## Problem

Normal hydrogen, with para mole fraction $x_0 = 0.250$, is fed at $1200\ \mathrm{cm^3(STP)\,min^{-1}}$ (STP: 273.15 K, 1 atm) to a bed of hydrous ferric oxide granules of volume $V = 1.00\ \mathrm{cm^3}$, held at $T = 77.0$ K and $p = 2.00$ bar. A pump returns gas from the bed outlet to the inlet. The recycle ratio $R$, recycled molar flow divided by molar flow leaving the loop, is $R = 10$. At steady state the product has $x_f = 0.400$, an illustrative value, and the analyser resolves $\delta x = 0.002$.

Model: ideal gas; isothermal, isobaric plug flow in the bed; perfect mixing where feed meets recycle; no conversion outside the bed; first-order reversible rate per bed volume, $r = k_f c_o - k_b c_p$, with $c_o$ and $c_p$ the ortho and para concentrations. This rate law is an idealisation, and its constants belong to this $T$ and $p$ only. Hydrogen is a rigid rotor with $\theta \approx 85.4$ K (approximate). For part (e) take as typical or approximate inputs a granule diameter $d = 0.045$ cm, bed voidage $\varepsilon = 0.40$, gas diffusivity $D \approx 0.07\ \mathrm{cm^2\,s^{-1}}$ and Sherwood number $Sh = 2$. The gas constant is written $R_g$.

(a) Find the equilibrium para fraction and the space time.
(b) Find the rate constant, and the values given by the plug-flow and stirred-tank readings.
(c) Predict the outlet at other $R$ for the same feed, and the $R$ that brings the gradientless bias below 1 %.
(d) With the pump off and the feed raised tenfold, by how much does a differential reading miss the inlet rate?
(e) Estimate the effects of the heat of conversion and of the gas film.

## Solution

### (a) Equilibrium and space time

**Predict.** The feed is 75 % ortho. Can the bed consume all of it at 77 K?

It cannot. Para hydrogen occupies even $J$ with nuclear-spin weight 1, ortho hydrogen odd $J$ with weight 3, and level $J$ lies at $J(J+1)\theta$ with degeneracy $2J+1$. With $a = \theta/T = 1.109$, $e^{-2a} = 0.1088$ and $e^{-6a} = 1.288\times10^{-3}$,

$$q_p = 1 + 5e^{-6a} + \dots = 1.0064,\qquad q_o = 3\,(3e^{-2a} + 7e^{-12a} + \dots) = 0.9793 .$$

Hence $K = q_p/q_o = 1.028$ and $x_e = q_p/(q_p+q_o) = 0.507$. This rounded $x_e$ is used from here on; all other quantities are carried unrounded.

With total concentration $c$, $c_p = cx$ and $c_o = c(1-x)$. The rate vanishes at $x_e = k_f/(k_f+k_b)$, so

$$r = kc\,(x_e - x),\qquad k = k_f + k_b .$$

The distance from equilibrium, $z = x_e - x$, therefore behaves like the reactant of an irreversible first-order reaction with constant $k$. The conversion that belongs in the reactor formula is the fractional approach to equilibrium,

$$X = \frac{x_f - x_0}{x_e - x_0} = \frac{0.150}{0.257} = 0.584 .$$

The number of moles does not change, so at fixed $T$ and $p$ the density is constant. With a molar volume of $22414\ \mathrm{cm^3\,mol^{-1}}$ at STP,

$$F_0 = \frac{1200\ \mathrm{cm^3\,min^{-1}}}{22414\ \mathrm{cm^3\,mol^{-1}}\times 60\ \mathrm{s\,min^{-1}}} = 8.923\times10^{-4}\ \mathrm{mol\,s^{-1}},\qquad c = \frac{p}{R_gT} = 3.124\times10^{-4}\ \mathrm{mol\,cm^{-3}} .$$

The fresh feed at bed conditions is $v_0 = F_0/c = 2.856\ \mathrm{cm^3\,s^{-1}}$, and the space time, defined on the fresh feed and the whole bed volume, is $\tau = V/v_0 = 0.350$ s.

### (b) The recycle formula

**Predict.** What flow passes through the bed, and what composition enters it?

The bed carries $(R+1)F_0$. Mixing one part of feed with $R$ parts of product gives $x_1 = (x_0 + Rx_f)/(R+1) = 0.3864$. Mixing is linear, so $z$ obeys the same rule: $z_1 = (z_0 + Rz_f)/(R+1)$ with $z_f = z_0(1-X)$. The para balance on a slice is $(R+1)F_0\,dx = kcz\,dV$ with $dx = -dz$. Integration from inlet to outlet gives $\ln(z_1/z_f) = kcV/[(R+1)F_0] = k\tau/(R+1)$, that is

$$k\tau = (R+1)\ln\frac{1 + R(1-X)}{(R+1)(1-X)} .$$

**Predict.** Rewrite the numerator so that both limits in $R$ can be read off.

Since $1 + R(1-X) = (R+1)(1-X) + X$,

$$k\tau = (R+1)\ln(1+u),\qquad u = \frac{y}{R+1},\qquad y = \frac{X}{1-X} .$$

At $R = 0$, $k\tau = \ln(1+y) = -\ln(1-X)$, plug flow. As $R\to\infty$, $\ln(1+u)\to u$ and $k\tau\to y = X/(1-X)$, the stirred tank. At fixed $y$ the derivative with respect to $R$ is $\ln(1+u) - u/(1+u)$, which is positive for $u>0$, so the loop passes monotonically from one limit to the other.

Here $y = 0.150/0.107 = 1.402$, $u = 0.1274$ and $\ln(1+u) = 0.1200$, so

$$k\tau = 1.319,\qquad k = \frac{1.319}{0.350\ \mathrm{s}} = 3.77\ \mathrm{s^{-1}},\qquad kc = k\tau\,\frac{F_0}{V} = 1.18\times10^{-3}\ \mathrm{mol\,cm^{-3}\,s^{-1}} .$$

The molar form $kc$ does not use the ideal-gas value of $c$. The one-way constants are $k_f = kx_e = 1.91\ \mathrm{s^{-1}}$ and $k_b = k(1-x_e) = 1.86\ \mathrm{s^{-1}}$.

**Predict.** Someone treats the loop as gradientless. Is the inferred $k$ too high or too low?

The overall balance fixes the mean rate in the bed, $F_0(x_f - x_0)/V$. The gradientless reading divides it by the driving force at the outlet, the smallest in the bed, so $k$ comes out too high. That reading gives $k_{\rm g}\tau = y$, and

$$\frac{k_{\rm g}}{k} = \frac{u}{\ln(1+u)} = 1 + \frac{u}{2} - \frac{u^2}{12} + \dots$$

The leading fractional overestimate is

$$\frac{k_{\rm g}-k}{k} \approx \frac{X}{2(1-X)(R+1)} ,$$

which is 6.4 % here, against 6.2 % from the full ratio: $k_{\rm g} = 4.00\ \mathrm{s^{-1}}$. The plug-flow reading, $-\ln(1-X) = 0.876$, gives $2.50\ \mathrm{s^{-1}}$, which is 34 % low.

**Predict.** What happens if $X$ is taken as the fraction of ortho consumed and the reverse step is ignored?

Then $X_o = 0.150/0.750 = 0.200$ and the formula returns 0.247. The forward value is $k_f\tau = 0.669$, larger by a factor of 2.7. The choice of $X$ matters far more than the finite $R$.

### (c) Changing $R$ at the same feed

**Predict.** The pump is speeded up. Does the product become richer or poorer in para?

Poorer: back-mixed product lowers the driving force that the feed meets. Inverting the formula,

$$y = (R+1)\left[e^{k\tau/(R+1)} - 1\right],\qquad X = \frac{y}{1+y},\qquad x_f = x_0 + X(x_e - x_0),$$

and the gradientless bias is $y/(k\tau) - 1$. With $k\tau = 1.319$ independent of $R$:

| $R$ | $X$ | $x_f$ | bias (%) | leading term $u/2$ (%) |
|---|---|---|---|---|
| 0 | 0.733 | 0.438 | 108 | 137 |
| 1 | 0.651 | 0.417 | 42 | 47 |
| 10 | 0.584 | 0.400 | 6.2 | 6.4 |
| 100 | 0.570 | 0.397 | 0.66 | 0.66 |
| $\infty$ | 0.569 | 0.396 | 0 | 0 |

Between $R = 10$ and $R = \infty$ the outlet moves by only 0.004, twice the analyser resolution, while the bias falls from 6.2 % to zero. An outlet that seems not to respond to pump speed is thus a weak test of gradientless operation at this level.

For a 1 % bias, set $w = k\tau/(R+1)$, so that $y/(k\tau) = (e^w - 1)/w = 1.01$. The root is $w = 0.01987$, giving $R + 1 = 66.4$; the first integer ratio that suffices is $R = 66$. No fixed $R$ is "large enough": the requirement scales with $k\tau$.

### (d) The differential bed

With $R = 0$ and $F = 10F_0 = 8.923\times10^{-3}\ \mathrm{mol\,s^{-1}}$, $k\tau = 0.1319$, so $X = 1 - e^{-k\tau} = 0.1236$ and $\Delta x = 0.257X = 0.0318$. The differential reading assigns the mean rate to the inlet composition:

$$r_{\rm app} = \frac{F\,\Delta x}{V} = 2.83\times10^{-4}\ \mathrm{mol\,cm^{-3}\,s^{-1}},\qquad r_{\rm in} = kc\,(x_e - x_0) = 3.03\times10^{-4}\ \mathrm{mol\,cm^{-3}\,s^{-1}} .$$

**Predict.** Derive the shortfall for a rate of order $n$ in the driving force.

Let $r = r_{\rm in}(1-s)^n$ at local approach $s$. The balance $Fz_0\,ds = r\,dV$ gives $r_{\rm in}V/(Fz_0) = \int_0^X (1-s)^{-n}ds = X + nX^2/2 + \dots$, while $r_{\rm app}V/(Fz_0) = X$. Therefore

$$\frac{r_{\rm app}}{r_{\rm in}} = 1 - \frac{nX}{2} + \dots$$

For $n = 1$ the estimate is $X/2 = 6.2$ %, and the full ratio $X/[-\ln(1-X)] = 0.937$ gives 6.3 %. Only 4.2 % of the ortho has been consumed; using that number for $X$ would suggest 2.1 % and hide two thirds of the shortfall.

**Predict.** How are the two 6 % effects, of opposite sign, related?

One pass through the recycle bed is itself a differential bed. At $R = 10$ the approach per pass is $(z_1 - z_f)/z_1 = u/(1+u) = 0.113$. The mean rate assigned to the outlet overstates $k$ by about $u/2$; assigned to the inlet it understates $k$ by about as much. Assigned to the arithmetic mean $(z_1+z_f)/2 = z_f(1+u/2)$, it gives $k\tau \approx y/(1+u/2) = 1.318$. Because $u/(1+u/2) = u - u^2/2 + u^3/4 - \dots$ and $\ln(1+u) = u - u^2/2 + u^3/3 - \dots$, the remainder starts at $-u^2/12$; here the value is 0.12 % low.

The loop differs in its signal. It is differential per pass but shows the analyser $\Delta x = 0.150$ instead of 0.0318. A shift $\delta x = 0.002$ changes $r_{\rm app}$ of the once-through bed by 6.3 %. For the loop,

$$\frac{d(k\tau)}{dx_f} = \frac{1}{1+u}\,\frac{z_0}{z_f^2} = 19.9 ,$$

so the same shift changes $k$ by 3.0 %, or $0.11\ \mathrm{s^{-1}}$.

### (e) Neglected effects

**Heat of conversion.** The rotational energies $U = R_gT^2\,d\ln q/dT$ are $U_p/R_g = 3.3$ K and $U_o/R_g = 170.8$ K, so $\Delta H = U_p - U_o = -1.39\ \mathrm{kJ\,mol^{-1}}$, and the loop releases $F_0(0.150)|\Delta H| = 0.19$ W. At frozen composition $x = 0.400$, $c_P = \tfrac52R_g + x\,dU_p/dT + (1-x)\,dU_o/dT = 21.7\ \mathrm{J\,mol^{-1}\,K^{-1}}$.

**Predict.** Suppose the bed were adiabatic and the recycle cooled back to 77.0 K. Which way is $k$ biased?

Per pass $x_f - x_1 = 0.0136$, so the gas warms by $0.0136\,|\Delta H|/c_P = 0.87$ K; the whole change of 0.150 in a single adiabatic pass would give about 9.6 K. The van 't Hoff equation gives

$$\frac{dx_e}{dT} = x_e(1-x_e)\frac{\Delta H}{R_gT^2} = -0.0071\ \mathrm{K^{-1}} .$$

A mean rise of 0.44 K lowers $x_e$ by 0.0031, against a mean driving force of 0.114. The driving force is about 3 % smaller than assumed, so $k$ would be inferred about 3 % low, apart from any temperature dependence of $k$ itself. This is the uncooled extreme. It is about half the gradientless bias, opposite in sign, and likewise falls roughly as $1/(R+1)$. In run (d) the adiabatic rise is about 2 K and the effect again about 3 %.

**Gas film.** Film and granule act in series, $1/k = 1/k_s + 1/(\beta a_v)$, where $k_s$ is the granule constant per bed volume. With $\beta = Sh\,D/d = 3.1\ \mathrm{cm\,s^{-1}}$ and $a_v = 6(1-\varepsilon)/d = 80\ \mathrm{cm^{-1}}$, $\beta a_v = 2.5\times10^2\ \mathrm{s^{-1}}$, and the film holds $k/(\beta a_v) \approx 1.5$ % of the resistance. $Sh = 2$ is the value for an isolated sphere in stagnant gas; faster flow raises it, so $k$ can creep up with $R$ by an amount of this order. A bias target of 1 % is of little use unless film and temperature are controlled to the same level. Pore diffusion multiplies a first-order rate by a factor independent of composition; it leaves the reactor formula intact and stays inside $k$.

### Result

The model gives $k = k_f + k_b \approx 3.8\ \mathrm{s^{-1}}$, or $kc \approx 1.2\times10^{-3}\ \mathrm{mol\,cm^{-3}\,s^{-1}}$ per bed volume, with about 3 % from the analyser resolution and a possible few per cent more from self-heating and the film. These are the model's numbers, not the material's. The feed and outlet composition were chosen so that $kc$ falls near $10^{-3}\ \mathrm{mol\,cm^{-3}\,s^{-1}}$, the order typical of activated hydrous ferric oxide near liquid-nitrogen temperature, and the activity of a real sample depends strongly on its preparation and activation.